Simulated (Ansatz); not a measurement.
## HfRu: pressure and energy less free atoms against volume scale

Periodic Kohn-Sham DFT of a crystal at fixed atoms, scaled to volume_scale times the given cell; pressure positive in compression, energy less spherical unpolarised free atoms, largest_vzz the field gradient of largest size among the nuclei. The results are calculated, by Ansatz 0.2.0.

The cell before it is scaled or strained (space group Pm-3m, No. 221):
```
cell vectors (Å)
   3.2250     0.0000     0.0000
   0.0000     3.2250     0.0000
   0.0000     0.0000     3.2250
atoms (fractions of the cell vectors)
Hf  0.00000  0.00000  0.00000
Ru  0.50000  0.50000  0.50000
```

Settings of every row: method all-electron LAPW; functional PBEsol; relativity scalar; k mesh 11x11x11; filling fermi-dirac; smearing width 0.08 eV; basis error target 0.5 meV/atom; nucleus gaussian.

Atom start moment: 0 on all atoms.

Limits: no spin-orbit coupling on heavy atoms.

```csv
row,volume scale,V (Å³/atom),pressure (GPa),energy less free atoms (eV/atom)
1,0.94,15.765,10.97,-9.7691
2,0.96,16.1,5.816,-9.7865
3,0.98,16.436,1.168,-9.7938
4,0.99,16.603,-0.983,-9.7939
5,1,16.771,-3.028,-9.7917
6,1.01,16.939,-4.971,-9.7875
7,1.02,17.106,?,?
8,1.04,17.442,-10.234,-9.7635
9,1.06,17.777,-13.314,-9.7388
```

Question: what pressure and energy less free atoms should row 7 give?

Worked fit of pressure. Take u = (V_r/V)^(2/3) − 1 with V_r = 16.687 Å³ an atom, which is twice the finite (Eulerian) strain; such expansions in the strain, on which the Birch-Murnaghan equation of state is built, carry the rest volume and the bulk modulus. The shown rows have u = 0.03862, 0.02416, 0.01016, 0.00337, -0.00334, -0.00994, -0.02907, -0.04131. Least squares give pressure = −2.0175 + 305.007 × u + 787.18 × u² + 575 × u³ GPa; a parabola predicts inner rows, each left out in turn, worse (root mean square 0.0092 against 0.0041 GPa). The rows lie off it by 0.001, -0.003, 0.005, -0.002, -0.001, 0.001, -0.001, 0.001 (root mean square 0.0023 GPa). The pressure vanishes at u = 0.0065, or V = 16.53 Å³ an atom, and there the bulk modulus at fixed shape and fractions is B = −V dP/dV = (2/3)(1 + u) dP/du = 212 GPa. The withheld row has u = -0.0164, so the fit gives −2.0175 + 305.007 × (-0.0164) + 787.18 × (-0.0164)² + 575 × (-0.0164)³ = -6.810 GPa.

The calculation gave -6.816 GPa. The fit lies 0.006 GPa (0.025 % of the column's range) above it; its largest miss of a shown row is 0.005 GPa.

Worked fit of energy less free atoms. Take u = (V_r/V)^(2/3) − 1 with V_r = 16.687 Å³ an atom, which is twice the finite (Eulerian) strain; such expansions in the strain, on which the Birch-Murnaghan equation of state is built, carry the rest volume and the bulk modulus. The shown rows have u = 0.03862, 0.02416, 0.01016, 0.00337, -0.00334, -0.00994, -0.02907, -0.04131. Least squares give energy less free atoms = −9.79306 − 0.3141 × u + 24.196 × u² eV/atom; a straight line predicts inner rows, each left out in turn, worse (root mean square 0.013 against 5.4e-05 eV/atom). The rows lie off it by 0.0000, 0.0000, 0.0000, -0.0001, 0.0000, 0.0000, 0.0000, 0.0000. Its lowest point lies at u = 0.0065, or V = 16.53 Å³ an atom, and the curvature there gives the bulk modulus at fixed shape and fractions, B = (4/9)(1 + u)² E″(u)/V = 211 GPa. The withheld row has u = -0.0164, so the fit gives −9.79306 − 0.3141 × (-0.0164) + 24.196 × (-0.0164)² = -9.7814 eV/atom.

The calculation gave -9.7814 eV/atom. The fit meets it to the printed digit.
